**Question**

In ethylsilane, CH₃CH₂SiH₃, one C–H bond of the CH₂ group is squeezed or stretched while every other atom stays where it is. Its rest length is 1.095 Å. For such a bond take two rough values: a curvature at the minimum of k ≈ 31 eV/Å², and a depth of D ≈ 4.8 eV, which is a bond energy of about 4.4 eV plus some 0.4 eV of zero-point energy.

(a) Why does one spring constant not serve for both squeezing and stretching?
(b) Find a rule for the energy that needs only k, D and the displacement, and no exponentials.
(c) Work the rule out by hand at bond lengths of 0.964 Å and 1.356 Å, for which the table gives the energies as a check.
(d) Judge the rule against the table below, taking CCSD(T) as the reference, and say where it should no longer be used.

Rigid scan of one C–H bond of the CH₂ group in gas-phase ethylsilane, computed with Ansatz 0.2.0 in the def2-TZVPP basis, spin-restricted, with frozen cores for CCSD(T) and MP2. All other atoms stay as in the PBE0-D4/def2-TZVP minimum, where the bond is 1.095 Å long; the energy of that structure at each level is the zero for that level.

| stretch (Å) | CCSD(T) (eV) | B3LYP-D4 (eV) | wB97M-V (eV) | MP2 (eV) | T1 diagnostic |
| --- | --- | --- | --- | --- | --- |
| 0.964 | 0.3597 | 0.3484 | 0.3482 | 0.3491 | 0.009 |
| 1.002 | 0.1673 | 0.1607 | 0.1597 | 0.1590 | 0.009 |
| 1.058 | 0.0236 | 0.0217 | 0.0208 | 0.0198 | 0.009 |
| 1.095 | 0.0000 | 0.0000 | 0.0000 | 0.0000 | n/a |
| 1.123 | 0.0120 | 0.0129 | 0.0139 | 0.0151 | 0.010 |
| 1.195 | 0.1330 | 0.1347 | 0.1400 | 0.1461 | 0.010 |
| 1.273 | 0.3663 | 0.3667 | 0.3799 | 0.3933 | 0.010 |
| 1.356 | 0.6834 | 0.6770 | 0.7064 | 0.7290 | 0.010 |
| 1.443 | 1.0540 | 1.0302 | 1.0908 | 1.1237 | 0.011 |
| 1.533 | 1.4507 | 1.4224 | 1.5072 | 1.5508 | 0.012 |

**Model answer**

(a) The two directions meet different physics. When the bond is squeezed, the two nuclei repel each other more strongly and the electrons are confined to less space, so the resistance grows quickly. When the bond is stretched, the overlap that holds it together fades, so the pull back towards the rest length grows more slowly than that of a spring and in the end dies away. The curve must therefore be steep on the short side and bend over towards the finite depth D on the long side.

(b) The Morse curve is a simple form with both properties. With d for the displacement from the rest length, it reads

E = D(1 − exp(−ad))², with a = √(k/2D) ≈ 1.8 Å⁻¹.

This choice of a gives the curve the right curvature at the bottom. For moderate displacements 1 − exp(−ad) is close to ad/(1 + ad/2), and the exponential disappears:

**E ≈ 15.5 d² / (1 + 0.9 d)²**, with E in eV and d in Å.

The numerator is the ordinary spring, ½kd². The divisor carries the lopsidedness: it is smaller than one for a squeezed bond and raises the energy, and larger than one for a stretched bond and lowers it.

(c) For the squeezed bond d = 0.964 − 1.095 = −0.131 Å.

- Spring: 15.5 × 0.131² = 0.266 eV
- Divisor: (1 − 0.118)² = 0.778
- Estimate: 0.266 / 0.778 = 0.34 eV

For the stretched bond d = 1.356 − 1.095 = 0.261 Å.

- Spring: 15.5 × 0.261² = 1.056 eV
- Divisor: (1 + 0.235)² = 1.525
- Estimate: 1.056 / 1.525 = 0.69 eV

CCSD(T) gives 0.36 eV and 0.68 eV. The first estimate is 5% too low, the second 1% too high. Neither row was used to set the constants.

(d) Over the whole table the rule stays within 6% of CCSD(T). Its largest miss in energy is 0.08 eV, at the longest bond. Very close to the rest length a percentage means little, since the energies there are only one or two hundredths of an eV and feel the rounding of the bond length.

The rule should not be carried far beyond 1.5 Å, nor below the shortest bond of the table, where it is untested. At endless stretch it tends to 15.5/0.9² ≈ 19 eV, four times the depth that was put in, because the fraction ad/(1 + ad/2) tends to 2 where 1 − exp(−ad) tends to 1, and the square makes this a factor of four. The full Morse curve does level off at D, but the table does not test it there: the highest CCSD(T) energy is only about 30% of D.

**Remarks on the reasoning**

*The lopsidedness can be read from the numbers without any model.* Divide twice the energy by d², and the result is the constant of the spring that would give that energy. It falls from 42 eV/Å² at the shortest bond to 15 eV/Å² at the longest, without a reversal on the way. A candidate who stops at ½kd² thus gets about three quarters of the true energy at the short end and twice the true energy at the long end.

*The two inputs do different work.* The curvature k sets the scale of every estimate, while D enters only through the divisor. Taking 4.4 eV for D, by forgetting the zero-point energy, changes the estimate at the longest bond by only 0.04 eV. For another bond, over a similar range, one would therefore look first for a good force constant and be content with a rough bond energy. The further the bond is stretched, the more D matters.

*The 1% at 1.356 Å flatters the rule.* With the same constants, the full Morse curve lies below CCSD(T) at every displaced length. One reason is that k is slightly too soft: the spring constants on either side of the rest length, 34 and 31 eV/Å², point to about 32 at the minimum. On the stretched side the simplified fraction errs upwards: up to 1.273 Å it cancels part of this, and from 1.356 Å on it more than cancels it, so that the rule comes out too high. The honest accuracy to quote is the 6% of the whole table.

*The shape is better than the rough constants.* When the depth and a of a Morse curve were fitted to all ten CCSD(T) rows, the typical miss fell to 0.003 eV, as the output after this text shows. The two constants can trade against each other over so short a range, so the fitted depth is not a measured bond energy. Nor does the good fit prove that the true curve is a Morse curve.

*The rule cannot decide between methods.* At the longest bond MP2 lies 0.10 eV above CCSD(T) and wB97M-V 0.06 eV above it, which is about the size of the rule's own miss. The B3LYP-D4 column runs slightly unevenly over the last rows, around 1.443 Å; the cause is untested, and no physics should be read into it.

*The reference shows no sign of failing in this range, but it describes a rigid molecule.* The T1 diagnostic, which grows when a single electron configuration becomes a poor starting point, stays near 0.01 and gives no warning here, where the energy is still well below the depth D. The error of the finite basis was not tested. In a real dissociation the remaining fragment would also relax and lower the energy. Organosilanes of this kind can serve as precursors for silicon–carbon films; there the rule gives the cost of distorting a bond in the free molecule, not the barrier to a reaction on the growing surface.

Printed output of the fit:

```
Rule against CCSD(T), energies in eV, 2E/d2 undefined at the zero row:
    row  d in A  2E/d2   spring  divisor     rule   rule miss  miss in %  Morse miss  B3LYP less CCSD(T)
  0.964  -0.131  41.92    0.266   0.7781   0.3419    -0.01785     -4.962    -0.02155             -0.0113
  1.002  -0.093  38.69   0.1341   0.8396   0.1597    -0.00763     -4.561   -0.008487             -0.0066
  1.058  -0.037  34.48  0.02122   0.9345  0.02271  -0.0008934     -3.786  -0.0009133             -0.0019
  1.095       0      0        0        1        0           0          0           0                   0
  1.123   0.028  30.61  0.01215    1.051  0.01156  -0.0004381     -3.651  -0.0004419              0.0009
  1.195     0.1   26.6    0.155    1.188   0.1305    -0.00254     -1.909   -0.003145              0.0017
  1.273   0.178  23.12   0.4911    1.346   0.3648   -0.001457    -0.3978   -0.006587              0.0004
  1.356   0.261  20.06    1.056    1.525   0.6924    0.008987      1.315    -0.01063             -0.0064
  1.443   0.348  17.41    1.877    1.724    1.089      0.0345      3.273    -0.01645             -0.0238
  1.533   0.438  15.12    2.974    1.944     1.53     0.07908      5.451    -0.02588             -0.0283
Morse constant a from recalled k and D, 1/A: 1.797
half of a before rounding, 1/A: 0.8985
largest miss of the pencil rule, eV: 0.07908
largest miss of the pencil rule, %: 5.451
largest miss of the full Morse form, %: 5.99
plain spring over CCSD(T) at the longest bond: 2.05
plain spring over CCSD(T) at the shortest bond: 0.7395
change of the rule at the longest bond if D is 4.4 eV, eV: -0.0363
change of the rule at the shortest bond if D is 4.4 eV, eV: 0.003937
false limit of the pencil rule at endless stretch, eV: 19.14
highest CCSD(T) energy as share of recalled D, %: 30.22
MP2 less CCSD(T) at the longest bond, eV: 0.1001
wB97M-V less CCSD(T) at the longest bond, eV: 0.0565
fit of ccsd_t on 10 rows: coefficient of (1 - exp(-s*d))**2 4.663 +/- 0.0085, s 1.858; rms 0.00327, worst 0.964 -0.00545, leave-one-out rms 0.00732
```
